In the omega structure, flat triangular sheets of atoms alternate with flat honeycomb sheets. The ratio c/a compares the repeat c across the sheets with the repeat a within them. It can also be read sideways: the crystal is a bundle of parallel straight chains, each with one atom per length c, and c/a tells how widely the atoms are spaced along a chain compared with the distance between chains. Each element below was held in this structure, whether or not it would stay there in nature, and its shape was relaxed. Spin polarisation was switched off throughout, and the LDA runs used PAW datasets made for another functional, PBE.

Elements of the s and p block in the omega (AlB2-type) structure, each relaxed without spin polarisation. The calculations use Ansatz 0.2.0 with LDA (PW92), scalar-relativistic plane-wave PAW with datasets made for PBE, a 420 eV cutoff and Fermi-Dirac smearing of width 0.1 eV. Valence electrons are the outer s and p electrons per atom.

| element | Z | valence electrons | k mesh | c over a, LDA | volume per atom, LDA (Å³) |
| --- | --- | --- | --- | --- | --- |
| Li | 3 | 1 | 9×9×13 | 0.5840 | 19.00 |
| Be | 4 | 2 | 12×12×16 | 0.6110 | 7.68 |
| C | 6 | 4 | 7×7×27 | 0.2240 | 11.96 |
| Na | 11 | 1 | 7×7×10 | 0.5910 | 33.56 |
| Mg | 12 | 2 | 8×8×12 | 0.6060 | 21.89 |
| Al | 13 | 3 | 9×9×13 | 0.6190 | 16.44 |
| Si | 14 | 4 | 11×11×16 | 0.5740 | 14.28 |
| P | 15 | 5 | 9×9×14 | 0.5660 | 13.70 |
| K | 19 | 1 | 6×6×8 | 0.5960 | 64.56 |
| Ca | 20 | 2 | 7×7×10 | 0.5960 | 38.43 |
| Ga | 31 | 3 | 9×9×12 | 0.6410 | 17.46 |
| Ge | 32 | 4 | 9×9×13 | 0.5650 | 17.96 |
| As | 33 | 5 | 9×9×13 | 0.5820 | 18.07 |
| Se | 34 | 6 | 9×9×11 | 0.6670 | 19.37 |
| Rb | 37 | 1 | 6×6×8 | 0.5980 | 78.19 |
| Sr | 38 | 2 | 6×6×9 | 0.5940 | 48.43 |
| In | 49 | 3 | 8×8×11 | 0.6170 | 24.96 |
| Sb | 51 | 5 | 8×8×11 | 0.5970 | 25.75 |
| Te | 52 | 6 | 8×8×11 | 0.5980 | 26.98 |
| Cs | 55 | 1 | 5×5×7 | 0.5980 | 96.69 |
| Ba | 56 | 2 | 6×6×9 | 0.5970 | 53.71 |
| Tl | 81 | 3 | 8×8×11 | 0.6160 | 27.63 |
| Pb | 82 | 4 | 8×8×11 | 0.6080 | 29.25 |
| Bi | 83 | 5 | 8×8×11 | 0.5910 | 29.55 |

**(a) Large atoms need more room. Does atomic size set c/a?**

*Solution.* Consider the limit in which one element differs from another only in size. Enlarging every atom by the same factor lengthens a and c alike, so the ratio stays where it was. Size can therefore matter only if something else changes with it.

The table allows the test in both directions. Ga, Ge and As have volumes within 3.5 % of each other, yet c/a is 0.641 in Ga and 0.565 in Ge. From K, Ca, Rb and Sr to Cs and Ba the volume varies by a factor of 2.5, while c/a stays between 0.594 and 0.598. LDA tends to make such metals too dense, but by far less than this factor. Size alone fails.

**(b) Two fixed ratios remain as candidates. Omega can be made from bcc by sliding atomic chains along the body diagonal, which by itself leaves c/a = √(3/8) = 0.612. Or the ratio may be the one that best separates positive ions in an even sea of electrons. Which describes groups 1 and 2?**

*Solution.* Start from the limit of a simple metal, whose valence electrons are spread almost evenly. At fixed volume the energy of an even sea doesn't depend on the shape of the cell, so the repulsion of the ions decides. A small c crowds the ions along each chain; a large c crowds the chains together. The best ratio lies between, and it is the same for any ion charge or volume.

To locate it, treat each chain as a smooth charged line plus a ripple of period c. Neighbouring chains gain energy when their ripples interlock, and the gain grows as the chains approach, that is, with larger c/a. In bcc each chain has six neighbours shifted by one third of c. In omega some neighbours are shifted by half of c and others not at all, and on average the interlocking is weaker. Omega should therefore settle at a smaller c/a than bcc.

With A the area per chain and q the ion charge, and with only the ripples of the nearest chains kept, the energy per atom is

E = (q²/c) [½ ln(A/c²) + C − w K₀(x)], x = 2π/(√3 c/a).

Here C is a constant and K₀ (like K₁ below) is a modified Bessel function, which decays roughly as e⁻ˣ. The weight w follows from the cosines of the shifts: 6 for bcc and 4 for omega. Setting the derivative at fixed volume to zero gives

ln(c/a) − w h = the same constant for both structures, h = 1.5 x K₁(x) − K₀(x).

Cubic symmetry requires bcc to satisfy this at 0.6124, which supplies the constant. There x = 5.92 and

h = 1.5 × 5.92 × 0.00146 − 0.00135 = 0.0116.

For omega, try 0.594, where x = 6.11 and h = 0.0098. Then

ln[(c/a)/0.6124] = 4 × 0.0098 − 6 × 0.0116 = −0.030,

so c/a = 0.6124 × e^(−0.030) = 0.594, which confirms the trial value. No row of the table enters this number.

Over groups 1 and 2 the point-ion value misses the computed c/a by 0.008 (root mean square), the bcc value by 0.017. The six metals from K to Ba lie within about 0.004 of the point-ion value. Be and Mg are the exceptions in favour of bcc: both lie closer to 0.612. Li falls 0.010 below the point-ion value, so even here the even sea is an approximation.

The repulsion of the ions is itself part of the full calculation, so the agreement is no test of Coulomb's law. For the metals from K to Ba it shows that the other energy terms together shift the best shape very little. In Ca, Sr and Ba, whose valence electrons have some d character, this may involve cancellation between sizeable terms.

**(c) Where does the picture of ions in an even sea break down, and how can one judge a neighbouring element?**

*Solution.* Now take the opposite limit, in which electrons gather in bonds between particular atoms. Carbon reaches it. Its c/a of 0.224 means atoms 1.28 Å apart along each chain and chains 3.29 Å apart: separate carbon chains rather than a compact metal. Here the bonds fix the repeat along the chain, while much weaker forces set the distance between chains. That distance is the less certain of the two, because the calculation has no dispersion term. The even sea is no longer a sensible starting point.

The other p elements lie between the two limits. For the light ones, Al to Se, the point-ion value misses by 0.038 (root mean square); for the heavy ones, In to Bi, by only 0.014. This fits the general weakening of directional p bonds down a group, but the fall isn't steady: Ge misses by more than Si, and In and Tl miss by nearly as much as Al. Al is itself close to a simple metal, so directional bonding can't be the only cause of a departure. Spin-orbit coupling, absent here, could still shift the values of Tl, Pb and Bi.

Among the light p elements the direction of the departure changes with the number of valence electrons. Al and Ga lie above the point-ion value, Si, P, Ge and As below it, and Se above it again. Pb breaks the pattern: it has as many valence electrons as Si and Ge, yet it lies above. So does Sb, though by only 0.003, while P and As with the same count lie below. In Si, P, Ge and As the honeycomb contact and the repeat along the chain agree within about 2 %, so an atom in the honeycomb sheet has five nearly equal near neighbours. In Se the honeycomb contact is much the shorter, 2.69 Å against 3.10 Å.

Band theory offers a reason: each added electron fills states that favour some contacts over others, so the preferred shape can swing back and forth across a row. That this filling produces the particular order seen here is an inference from the shapes, not something the energies were separated to show. Electron count is also not enough by itself. Se and Te have the same count, but c/a is 0.667 in one and 0.598 in the other.

The bcc value does no better for the light p elements, with a miss of 0.039, although Al lies within 0.007 of it. For the heavy ones it comes slightly closer than the point-ion value, because In, Tl and Pb lie within 0.005 of it. The small miss of the point-ion value there is therefore no proof that the repulsion of the ions sets the shape. The printed output after this text gives the misses and contact lengths for each element; the lengths are worked out from the relaxed c/a and the fitted volume in the table.

For a neighbouring element, first ask how evenly its valence electrons are spread. If it is a simple metal, 0.594 is a fair first estimate; in groups 1 and 2 the largest miss is 0.017, for Be, but Al misses by 0.025. For the p elements beyond Al the estimate is only a starting shape, and the relaxed c/a has to be computed: Se misses by 0.073.

The analysis program printed:

```
c/a of point ions in a uniform electron sea: 0.594
c/a inherited from bcc: 0.6124
c/a with equal honeycomb and axial contacts: 0.5774
rms miss of the point-ion value, groups 1 and 2: 0.007706
rms miss of the bcc value, groups 1 and 2: 0.01681
rms miss of the equal-contact value, groups 1 and 2: 0.02097
rms miss of the point-ion value, p block Al to Se: 0.03843
rms miss of the point-ion value, p block In to Bi: 0.01443
rms miss of the bcc value, p block Al to Se: 0.03898
rms miss of the equal-contact value, Si P Ge As: 0.008863
largest over smallest volume, K Ca Rb Sr Cs Ba: 2.516
volume of As above that of Ga, percent: 3.494
c/a of Ga less that of Ge: 0.076
Misses and contacts:
  row  c/a less point-ion value  c/a less bcc value  honeycomb contact in Å  repeat along c in Å
   Li                 -0.009955            -0.02837                   2.789                2.821
   Be                   0.01704           -0.001372                   2.031                 2.15
    C                     -0.37             -0.3884                    3.29                1.276
   Na                 -0.002955            -0.02137                   3.358                3.437
   Mg                   0.01204           -0.006372                   2.888                3.031
   Al                   0.02504            0.006628                   2.606                2.794
   Si                  -0.01996            -0.03837                    2.55                2.535
    P                  -0.02796            -0.04637                   2.527                2.477
    K                  0.002045            -0.01637                   4.164                4.299
   Ca                  0.002045            -0.01637                   3.503                3.616
   Ga                   0.04704             0.02863                   2.628                2.918
   Ge                  -0.02896            -0.04737                   2.767                2.708
   As                  -0.01196            -0.03037                   2.746                2.768
   Se                   0.07304             0.05463                   2.685                3.102
   Rb                  0.004045            -0.01437                   4.434                4.592
   Sr                 4.452e-05            -0.01837                   3.788                3.897
   In                   0.02304            0.004628                   2.999                3.205
   Sb                  0.003045            -0.01537                   3.064                3.168
   Te                  0.004045            -0.01437                    3.11                3.221
   Cs                  0.004045            -0.01437                   4.759                4.929
   Ba                  0.003045            -0.01537                   3.914                4.048
   Tl                   0.02204            0.003628                   3.104                3.312
   Pb                   0.01404           -0.004372                   3.177                3.346
   Bi                 -0.002955            -0.02137                   3.218                3.294
```
